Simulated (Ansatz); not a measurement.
# A series in volume scale on Co

Results calculated with Ansatz 0.2.0, not measured. Periodic Kohn-Sham DFT of a crystal at fixed atoms, scaled to volume_scale times the given cell; pressure positive in compression, energy less spherical unpolarised free atoms, largest_vzz the field gradient of largest size among the nuclei.

The cell before it is scaled or strained (space group P6_3/mmc, No. 194):
```
Co
1.0
      2.4954     0.0000     0.0000
     -1.2477     2.1611     0.0000
      0.0000     0.0000     4.0318
Co
2
Direct
  0.33333 0.66667 0.25000
  0.66667 0.33333 0.75000
```

Settings of every row: method all-electron LAPW; functional PBE; relativity scalar; k mesh 17x17x9; filling fermi-dirac; smearing width 0.05 eV; basis error target 0.25 meV/atom; nucleus gaussian.

Atom:
| element | start moment (bohr magneton) |
| --- | --- |
| Co | 2 |
| Co | 2 |

| row | volume scale | V (Å³/atom) | energy less free atoms (eV/atom) | pressure (GPa) | cell moment (bohr magneton) |
| --- | --- | --- | --- | --- | --- |
| 1 | 0.9405 | 10.225 | -8.2676 | 14.865 | 3.148 |
| 2 | 0.97 | 10.545 | -8.2891 | 6.8 | 3.201 |
| 3 | 1 | 10.871 | ? | ? | ? |
| 4 | 1.03 | 11.198 | -8.2893 | -6.012 | 3.289 |
| 5 | 1.06 | 11.524 | -8.2718 | -11.054 | 3.314 |

Question: what energy less free atoms and pressure should row 3 give?

Worked fit of energy less free atoms. Take u = (V_r/V)^(2/3) − 1 with V_r = 10.872 Å³ an atom, which is twice the finite (Eulerian) strain; such expansions in the strain, on which the Birch-Murnaghan equation of state is built, carry the rest volume and the bulk modulus. The shown rows have u = 0.04175, 0.02057, -0.0195, -0.03808. Least squares give energy less free atoms = −8.29576 − 0.0084 × u + 16.335 × u² eV/atom; a straight line predicts inner rows, each left out in turn, worse (root mean square 0.015 against 0.00021 eV/atom). The rows lie off it by 0.0000, -0.0001, 0.0001, 0.0000. Its lowest point lies at u = 0.0003, or V = 10.87 Å³ an atom, and the curvature there gives the bulk modulus at fixed shape and fractions, B = (4/9)(1 + u)² E″(u)/V = 214 GPa. Letting shape and atoms relax would as a rule lower it, by much in layered, chain or molecular crystals. The withheld row has u = 6e-05, so the fit gives −8.29576 − 0.0084 × (6e-05) + 16.335 × (6e-05)² = -8.2958 eV/atom.

The calculation gave -8.2957 eV/atom. The fit lies 0.0001 eV/atom (0.36 % of the column's range) below it, one unit of the last digit.

Worked fit of pressure. Take u = (V_r/V)^(2/3) − 1 with V_r = 10.872 Å³ an atom, which is twice the finite (Eulerian) strain; such expansions in the strain, on which the Birch-Murnaghan equation of state is built, carry the rest volume and the bulk modulus. The shown rows have u = 0.04175, 0.02057, -0.0195, -0.03808. Least squares give pressure = −0.1485 + 320.791 × u + 918.95 × u² GPa; a straight line predicts inner rows, each left out in turn, worse (root mean square 0.85 against 0.1 GPa). The rows lie off it by 0.019, -0.039, 0.042, -0.022 (root mean square 0.032 GPa). The pressure vanishes at u = 0.0005, or V = 10.86 Å³ an atom, and there the bulk modulus at fixed shape and fractions is B = −V dP/dV = (2/3)(1 + u) dP/du = 215 GPa. Letting shape and atoms relax would as a rule lower it, by much in layered, chain or molecular crystals. The withheld row has u = 6e-05, so the fit gives −0.1485 + 320.791 × (6e-05) + 918.95 × (6e-05)² = -0.129 GPa.

The calculation gave -0.122 GPa. The fit lies 0.007 GPa (5.7 % of the value, 0.027 % of the column's range) below it; its largest miss of a shown row is 0.042 GPa.

The other values of row 3: cell moment 3.25 bohr magneton.
